## Hartree–Fock: a whole bond too weak

The Hartree–Fock row looks wrong. It says that 20.49 eV takes this molecule apart into free atoms, while the next level up, BHLYP, asks for 27.22 eV. The gap exceeds the strength of an ordinary chemical bond. Yet the spin states are the expected ones, with a closed-shell molecule and open-shell atoms, so the shortfall has to be sought in the theory itself.

Atomisation energy of neutral singlet HAl(OH)–C≡CH from non-relativistic Hartree–Fock and Kohn–Sham calculations with OpenMolcas, without dispersion correction, at the fixed GFN2-xTB geometry. The energy difference is that of the free atoms less the molecule, without zero-point energy; the reference determinants are those of the molecule.

| level (program) | reference determinants | energy difference (eV) |
| --- | --- | --- |
| HF 6-311+G(d,p) (OpenMolcas) | RHF | 20.49 |
| BHLYP 6-311+G(d,p) (OpenMolcas) | RKS | 27.22 |
| revPBE 6-311+G(d,p) (OpenMolcas) | RKS | 27.89 |
| B3LYP 6-311+G(d,p) (OpenMolcas) | RKS | 28.22 |
| PBE0 6-311+G(d,p) (OpenMolcas) | RKS | 28.24 |
| BLYP 6-311+G(d,p) (OpenMolcas) | RKS | 28.27 |
| TPSS 6-311+G(d,p) (OpenMolcas) | RKS | 28.43 |
| M06-2X 6-311+G(d,p) (OpenMolcas) | RKS | 28.53 |
| M06-L 6-311+G(d,p) (OpenMolcas) | RKS | 28.58 |
| PBE 6-311+G(d,p) (OpenMolcas) | RKS | 28.92 |
| SVWN5 6-311+G(d,p) (OpenMolcas) | RKS | 32.50 |

Every row was computed with OpenMolcas. The column of reference determinants describes the molecule only; the free atoms were treated with unrestricted determinants.

The molecule is an aluminium atom that carries a hydrogen, a hydroxyl group and an ethynyl group, HAl(OH)–C≡CH. Its atomisation energy is the total energy of the seven free atoms less that of the molecule. An error that is equal on both sides therefore drops out, and only the unequal part remains. With PBE as a yardstick, Hartree–Fock places the free atoms 20.6 eV too high and the molecule 29.1 eV too high, so the molecule is treated much worse than its parts.

The reason is electron correlation. In Hartree–Fock theory each electron feels only the average field of the others, so two electrons of opposite spin do not steer clear of each other. This costs most where two such electrons share the same region, as they do in a bond. The free atoms hold ten unpaired electrons: two on each carbon, two on oxygen, one on aluminium and one on each hydrogen. In the molecule all of them are paired, which makes five new pairs whose correlation Hartree–Fock leaves out.

This count also tells where the method does less harm. A reaction that breaks as many pairs as it forms has similar correlation on both sides, and much of the error should cancel. Atomisation is the opposite case, since every bond is broken and none is made. For this purpose Hartree–Fock is unsuitable, and it saves little effort compared with the hybrid functionals below it, which need the same exchange integrals.

## BHLYP: correlation restored, exchange half exact

BHLYP adds the LYP correlation functional and keeps half of the exact exchange of Hartree–Fock theory. The other half comes from the B88 functional, which is semilocal: it sees only the density and its gradient at each point. BLYP, further down at 28.27 eV, has the same correlation but B88 exchange throughout. Replacing half of that exchange by the exact one thus weakens the binding by 1.05 eV, and BHLYP is known to bind small molecules too weakly on average. PBE0 shows the same direction, for its quarter of exact exchange lowers the PBE value by 0.68 eV.

Theory offers a reason for this direction. Around each electron there is a region from which electrons of the same spin are excluded, the exchange hole. In a bond the exact hole spreads over both atoms, wherever the electron happens to be. A semilocal functional keeps the hole close to the electron, and this imitates part of the avoidance that true correlation would bring. The more bonds a molecule has, and above all the more multiple bonds, the more binding this imitation supplies.

The shortfall of Hartree–Fock can now be divided roughly. If the orbitals hardly change, a full replacement of exact by B88 exchange is worth about 2 eV, twice the step just seen. BLYP lies nearly 8 eV above Hartree–Fock, which leaves about 6 eV for the correlation functional. The PBE pair leads to a similar division. Spread over five new pairs, the whole shortfall against BLYP comes to about 1.6 eV per pair. One molecule cannot show whether that figure carries over to others.

## B3LYP, PBE0 and BLYP: agreement by cancellation

The next stretch invites a false conclusion. B3LYP, PBE0 and BLYP lie within 0.05 eV of one another, although two of them contain exact exchange and one does not. It would be easy to infer that exact exchange no longer matters. The recipe of B3LYP shows otherwise.

B3LYP takes 20% exact exchange, 72% B88 exchange and 8% of the simple local exchange used in SVWN5. The first change from BLYP weakens the binding, while the local part strengthens it. Let $D$ be the atomisation energy and $\Delta$ the full step from exact to B88 exchange. If the contributions add, then

$$D_{\mathrm{B3LYP}}\approx D_{\mathrm{BLYP}}-0.20\,\Delta+0.08\,(D_{\mathrm{SVWN5}}-D_{\mathrm{BLYP}}).$$

The BLYP and BHLYP rows give $\Delta=2\,(28.27-27.22)=2.10$ eV, and the last bracket is $32.50-28.27=4.23$ eV. Hence

$$D_{\mathrm{B3LYP}}\approx 28.27-0.42+0.34=28.19\ \text{eV}.$$

The computed value is 28.22 eV, and it was not used to obtain the estimate. Exact exchange alone would have given $28.27-0.42=27.85$ eV, clearly too low. The estimate assumes that the correlation functionals VWN and LYP, which B3LYP mixes, strengthen the binding equally. A difference of 2 eV between them would move the result by 0.22 eV, so the close match should not be read as the accuracy of the model. What it supports is the picture of two opposing changes that nearly offset each other. PBE0 arrives at nearly the same value from a higher start: PBE binds 0.65 eV more strongly than BLYP, and the quarter of exact exchange takes 0.68 eV away.

The balance is shown here for one property of one molecule only, and other properties need not share it. The gap between the highest occupied and the lowest empty orbital is 4.9 eV in BLYP but 6.5 eV in B3LYP. Agreement between two functionals on an atomisation energy is therefore weak evidence that either is right, and no guarantee that they will agree on something else.

## TPSS and the two M06 functionals: the percentage is a poor guide

TPSS, M06-2X and M06-L follow within 0.15 eV of one another. M06-2X contains 54% exact exchange, slightly more than BHLYP, yet it binds the molecule 1.3 eV more strongly. M06-L contains none and lands almost on top of M06-2X. The share of exact exchange predicts a shift only when the rest of the functional stays the same, as from PBE to PBE0. In the M06 family the remaining terms were adjusted together with that share, and they can make up for it.

The free atoms deserve attention here. With M06-L, carbon and oxygen needed about 150 cycles to become self-consistent, against 20 to 30 with the other functionals; aluminium was slow with M06-L and with BLYP. An atom that settles above its lowest state makes the molecule look too strongly bound. Restarting the slow atoms from different starting orbitals is a cheap safeguard, because an atom is far smaller than the molecule.

## PBE and revPBE: one changed ingredient, one electronvolt

PBE gives 28.92 eV, the highest value apart from SVWN5. Its close relative revPBE stands near the top of the table at 27.89 eV. The two share the same correlation and differ only in how strongly exchange responds to the density gradient. That single choice is worth 1.03 eV, more than the step from PBE to PBE0. For small molecules PBE is known to bind too strongly on average, and revPBE reduces this excess.

The total energies show how this comes about. Going from PBE to revPBE lowers the free atoms by 7.1 eV and the molecule by 6.1 eV. Free atoms have more outer surface, where the density falls off steeply, and bonding replaces part of it by smoother density between the nuclei. A functional that rewards steep gradients more strongly therefore favours the atoms and weakens the bonds.

These numbers also carry a practical warning. Atomic energies from PBE combined with a molecular energy from revPBE would give an error of several electronvolts, although the two functionals are so alike. Stored atomic energies may be reused only if functional and basis match those of the molecule.

## SVWN5: the opposite failure

SVWN5 closes the table at 32.50 eV, 3.6 eV above PBE. It is the local density approximation, which treats each point in space as if it lay in a uniform electron gas. Relative to PBE it places the free atoms 57.7 eV too high and the molecule 54.1 eV too high. Both errors are huge, but the atoms suffer more, and so the molecule appears too stable.

This is the gradient effect of the previous section on a larger scale. A uniform gas is a poor model for the steep density of a free atom and a somewhat better one for the smoother density in a bond. Hartree–Fock and SVWN5 thus fail on opposite sides of the same subtraction: the first is too hard on the molecule, the second too hard on the atoms. Neither is a sensible choice for bond energies.

## What accuracy the middle of the table allows

The nine functionals between these two extremes spread over 1.70 eV, or 164 kJ/mol. A heat of formation is usually wanted to about 4 kJ/mol, roughly one fortieth of that. For an engineer the equilibrium constant makes the point sharper: near 600 K, an error of about 11 kJ/mol changes it by a factor of ten. If the whole spread entered a reaction energy, the constant would be uncertain by more than ten powers of ten.

The whole spread need not enter, however. If the bonds on the two sides are of the same kinds, the errors in correlation and in gradient response should largely cancel, by the same reasoning that explains why atomisation is so hard. A reaction energy should therefore be computed directly from reactants and products, all with one functional. A second functional of a different type then gives a first impression of the uncertainty, though not a bound, since both may share an error.

Besides the thermal energy at the temperature of the measurement, at least three corrections come before any comparison with measured heats. Zero-point vibration lowers the atomisation energy by roughly 1 eV, as much as the step from PBE to revPBE. The structure, with its straight Al–O–H unit, comes from a semi-empirical method, and relaxing the molecule at the chosen level would strengthen the binding. A larger basis may shift the values by a tenth of an electronvolt or more. Most of that shift should be common to all functionals, but the part that is not could still reorder B3LYP, PBE0 and BLYP, which lie so close together.

Cost hardly decides the matter for seven atoms. Semilocal functionals such as PBE gain their advantage in large systems, where exact exchange becomes expensive. If an absolute atomisation energy is truly required, the effort is better spent on a coupled-cluster calculation of the CCSD(T) type with a large basis than on trying further functionals. Its cost grows roughly as the seventh power of system size, which is bearable for one small molecule and soon prohibitive for a large one.
